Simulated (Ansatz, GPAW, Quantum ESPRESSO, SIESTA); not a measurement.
## One calculation of AlSn, 5 ways

```
Sn Al
1.0
     4.19811    0.00000    0.00000
    -2.09905    3.63567    0.00000
     0.00000    0.00000    3.30685
Sn Al
1 1
Direct
  0.33333 0.66667 0.50000
  0.00000 0.00000 0.00000
```

The cell comes from a database or a generator and needn't be the stable form of this composition.

Alike in all runs: task band structure; functional PBEsol; k mesh 7 × 7 × 8; occupations fermi-dirac, width 0.05 eV; no spin polarisation; no spin-orbit coupling. Pressure is positive in compression and, in plane waves, holds the error of the finite cutoff, which Ansatz's Pulay term estimates and takes out.

```
                                                                                      program and potentials  plane-wave cutoff (eV)         notes  pressure (GPa)
                                                                           Quantum ESPRESSO, GBRV 1.5 PBEsol                     925             -           -1.97
                                                              Ansatz, all-electron LAPW, scalar-relativistic                       -             -           -1.79
                                                                   Ansatz, PAW datasets made for the crystal                     240             -           -1.80
                                                           GPAW, PAW data sets generated for this functional                     600             -           -1.90
SIESTA, files PseudoDojo sr-pbesol-0.4.1-standard, DZP (energy shift 0.003 Ry; two zetas on semicore shells)                       -  atomic basis           -1.54
```

The pressure spans -1.97 (Quantum ESPRESSO, GBRV 1.5 PBEsol) to -1.54 GPa (SIESTA, files PseudoDojo sr-pbesol-0.4.1-standard, DZP (energy shift 0.003 Ry; two zetas on semicore shells)), with all-electron results at -1.79. Rows in atomic bases carry the error of their basis and grid, which can be large.

Differences between rows come from potentials, basis sets and numerical settings, since the functional is the same but for its coding. Runs on potential files found faulty are left out.

All five calculations give a negative pressure, so at this fixed shape the AlSn cell is larger than PBEsol favours and would tend to contract. A likely reason is that the geometry came from a functional such as PBE, whose stronger gradient enhancement of exchange favours longer bonds and larger volumes; PBEsol weakens that enhancement and binds the same lattice more tightly.

The PAW datasets made for the crystal reproduce the all-electron pressure almost exactly, at -1.80 against -1.79 GPa, which suggests that their treatment of the core costs little here. GPAW and Quantum ESPRESSO show somewhat more tension and SIESTA less, but the SIESTA offset can't be assigned to either its pseudopotentials or its orbitals alone. The spread doesn't affect the sign.

The tension is no evidence for a stable compound: aluminium and tin form a simple eutectic with very little mutual solubility in the solid and no known intermetallic phase. Nor does an average pressure show whether the contraction would occur mainly along the hexagonal axis or within the basal plane.
